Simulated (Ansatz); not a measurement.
# A substitution series on Ge: F to Cl

Gas-phase molecules. On one Ge centre, n of the F ligands are replaced by Cl. The HOMO–LUMO gap y in eV at wB97X-V/def2-TZVPP. Shapes: PBE0-D4/def2-TZVP. Programs: Ansatz 0.2.0.

```
molecule  n  y (eV)
    GeF4  0   15.90
  GeClF3  1   13.72
 GeCl2F2  2       ?
  GeCl3F  3   12.47
   GeCl4  4   12.11
```

Fit y = c + s·n to the known rows and predict GeCl2F2.


1. Means of the 4 rows: n = 2.00000, y = 13.550.
2. Σ(Δn)² = 10, Σ(Δn·Δy) = -8.83, so the slope is -8.83/10 = -0.883.
3. Intercept: 13.550 − (-0.883) × 2.00000 = 15.316. The largest residual of the fit is 0.71.
4. GeCl2F2: 15.316 + (-0.883) × 2 = 13.55 eV.

The run gave 13.00 eV, so the prediction is off by +0.55 eV, within the largest residual. The step per swap drifts from -2.18 to -0.36 eV. Other levels give for GeCl2F2: SPW92/def2-TZVPP 5.51; PBE-D4/def2-TZVPP 5.70; PBE0-D4/def2-TZVPP 8.25 eV. Orbital gaps aren't excitation energies, and the LUMO depends on the basis. Relativity is left out for Ge.

The gap narrows with every F-to-Cl swap, but the first swap does most of the work. This fits a change in the character of the HOMO: in GeF4 it is made of tightly bound F 2p lone pairs, whereas a single Cl already supplies a higher-lying 3p lone pair. Further Cl atoms mainly add similar levels, which split modestly through mutual interaction. Weaker, less polar Ge–Cl bonds probably also lower the Ge–ligand σ* LUMO, adding to the narrowing.

The straight line therefore misses real curvature. It lies below the computed gaps at both ends and above them for all three mixed molecules, so the error for GeCl2F2 is systematic rather than scatter, and the slope is only an average over unequal steps. The much larger gap from wB97X-V than from the semilocal functionals probably reflects its long-range exact exchange. The ordering along the series is supported at that level, but without separate orbital energies the shares of HOMO and LUMO in the narrowing remain undetermined.
